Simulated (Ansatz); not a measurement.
## TePb: energy above lowest point against volume scale

Free energy against uniform scaling of the volume at fixed shape and fractions; periodic cell, basis, potentials, k mesh and filling as listed. The results are calculated, by Ansatz 0.2.0.

The cell before it is scaled or strained (space group Fm-3m, No. 225):
```
cell vectors (Å)
   0.0000     3.2417     3.2417
   3.2417     0.0000     3.2417
   3.2417     3.2417     0.0000
atoms (fractions of the cell vectors)
Te  0.50000  0.50000  0.50000
Pb  0.00000  0.00000  0.00000
```

Settings of every row: functional PBE; dispersion none; potentials PAW; wave cutoff 500 eV; density cutoff 2000 eV; k mesh 6x6x6; k shift 0x0x0; occupations fixed; smearing width 0 eV; spin none.

Limits: no spin-orbit coupling, which can matter with elements this heavy.

| row | volume scale | V (Å³/atom) | energy above lowest point (meV/atom) |
| --- | --- | --- | --- |
| 1 | 0.9406 | 32.042 | 46.9 |
| 2 | 0.9703 | 33.054 | 21.6 |
| 3 | 1 | 34.066 | ? |
| 4 | 1.0297 | 35.078 | 0 |
| 5 | 1.0594 | 36.089 | 0.9 |

Question: what energy above lowest point should row 3 give?

Worked fit of energy above lowest point. Take u = (V_r/V)^(2/3) − 1 with V_r = 34.066 Å³ an atom, which is twice the finite (Eulerian) strain; such expansions in the strain, on which the Birch-Murnaghan equation of state is built, carry the rest volume and the bulk modulus. The shown rows have u = 0.04168, 0.02031, -0.01933, -0.03773. Least squares give energy above lowest point = 6.46 + 537.6 × u + 10366 × u² meV/atom; a straight line predicts inner rows, each left out in turn, worse (root mean square 9.4 against 0.14 meV/atom). The rows lie off it by 0.0, -0.1, 0.1, 0.0. Its lowest point lies at u = -0.0259, or V = 35.44 Å³ an atom, and the curvature there gives the bulk modulus at fixed shape and fractions, B = (4/9)(1 + u)² E″(u)/V = 39.5 GPa. The withheld row has u = 0, so the fit gives 6.46 + 537.6 × (0) + 10366 × (0)² = 6.5 meV/atom.

The calculation gave 6.5 meV/atom. The fit meets it to the printed digit.
